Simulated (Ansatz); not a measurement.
These are results of Ansatz, DFT PBE, scalar-relativistic, plane waves, PAW, not measurements. All cells share a 420 eV cutoff and Γ-centred k meshes spaced at most about 0.3 Å⁻¹ (about 0.25 or finer for metals, 2π included). Collinear spin in cells that started with moments and kept them past the coarse steps, no spin elsewhere.

Formation energies are uncorrected and refer to the elements' standard structures at the same level (N₂ as a molecule).

A relaxed structure of FeCuC4N4 has 19.50 Å³/atom, +0.457 eV/atom against the elements, a gap of 0.59 eV on its mesh, a net moment of 0.50 μB/atom:

```
Fe Cu C N
1.0
     5.79905    0.00000    0.00000
     0.00000    5.79905    0.00000
     0.00000    0.00000    5.79905
Fe Cu C N
1 1 4 4
Direct
  0.50000 0.50000 0.50000
  0.00000 0.00000 0.00000
  0.19161 0.19161 0.19161
  0.19161 0.80839 0.80839
  0.80839 0.19161 0.80839
  0.80839 0.80839 0.19161
  0.30882 0.30882 0.30882
  0.30882 0.69118 0.69118
  0.69118 0.30882 0.69118
  0.69118 0.69118 0.30882
```

Question: Predict cell, energy and gap of FeNiC4N4 with the same space group and Wyckoff sites.

Answer: FeNiC4N4 has a = 5.773 Å: 19.24 Å³/atom, +0.46 eV/atom against the elements, no gap on its mesh, a net moment of 0.60 μB/atom. The volume per atom changes by -1.3 % and the formation energy by +0.01 eV/atom (from unrounded values). The gap closes. Covalent radii: Cu 1.32 Å, Ni 1.24 Å; electronegativities 1.90 and 1.91. Around Fe lie 4 N at 1.93 Å; Ni has 4 C at 1.89 Å; C is surrounded by 1 N at 1.18 Å and 1 Ni at 1.89 Å; N has 1 C at 1.18 Å and 1 Fe at 1.93 Å.

```yaml
crystal:
  lattice:
    - [5.77294, 0.00000, 0.00000]
    - [0.00000, 5.77294, 0.00000]
    - [0.00000, 0.00000, 5.77294]
  atoms:
    - { symbol: Fe, position: [0.50000, 0.50000, 0.50000] }
    - { symbol: Ni, position: [0.00000, 0.00000, 0.00000] }
    - { symbol: C, position: [0.18940, 0.18940, 0.18940] }
    - { symbol: C, position: [0.18940, 0.81060, 0.81060] }
    - { symbol: C, position: [0.81060, 0.18940, 0.81060] }
    - { symbol: C, position: [0.81060, 0.81060, 0.18940] }
    - { symbol: N, position: [0.30707, 0.30707, 0.30707] }
    - { symbol: N, position: [0.30707, 0.69293, 0.69293] }
    - { symbol: N, position: [0.69293, 0.30707, 0.69293] }
    - { symbol: N, position: [0.69293, 0.69293, 0.30707] }
```

The two cells were relaxed from separate starts that ended on the same group and sites; neither need be the stable form of its compound. Kohn–Sham gaps at this level usually fall short of measured ones. In such compounds of Fe and Ni a zero gap at this level may well be an artefact, since no Hubbard U is applied. The reference form of C is held partly by dispersion forces, which this level lacks. Another magnetic order may lie lower. Cells relaxed within their symmetry can be saddle points.

Replacing Cu by Ni shrinks the cell mainly through the metal–carbon link: the coordinates show the C–N bond almost unchanged and Fe–N slightly longer. The moment of 0.50 μB/atom in the Cu compound fits high-spin ferric iron with a half-filled d shell beside cuprous copper with a filled one, a natural basis for a gap. Nickel brings one electron fewer, and the rise to 0.60 μB/atom suggests that it is taken from the minority spin. This leaves a partly filled degenerate d level in the tetrahedral field, which probably closes the gap. The total moment alone can't tell Fe(III)/Ni(I) from Fe(II)/Ni(II) with parallel spins. If nickel is divalent, its tetrahedral site is unusual, since carbon-bound cyanide normally favours square-planar, low-spin Ni(II); the imposed cubic symmetry rules out that geometry. Both formation energies are positive, as is common for cyanides measured against the very strongly bound N₂ molecule, and their near equality shows no clear energetic preference for either metal.
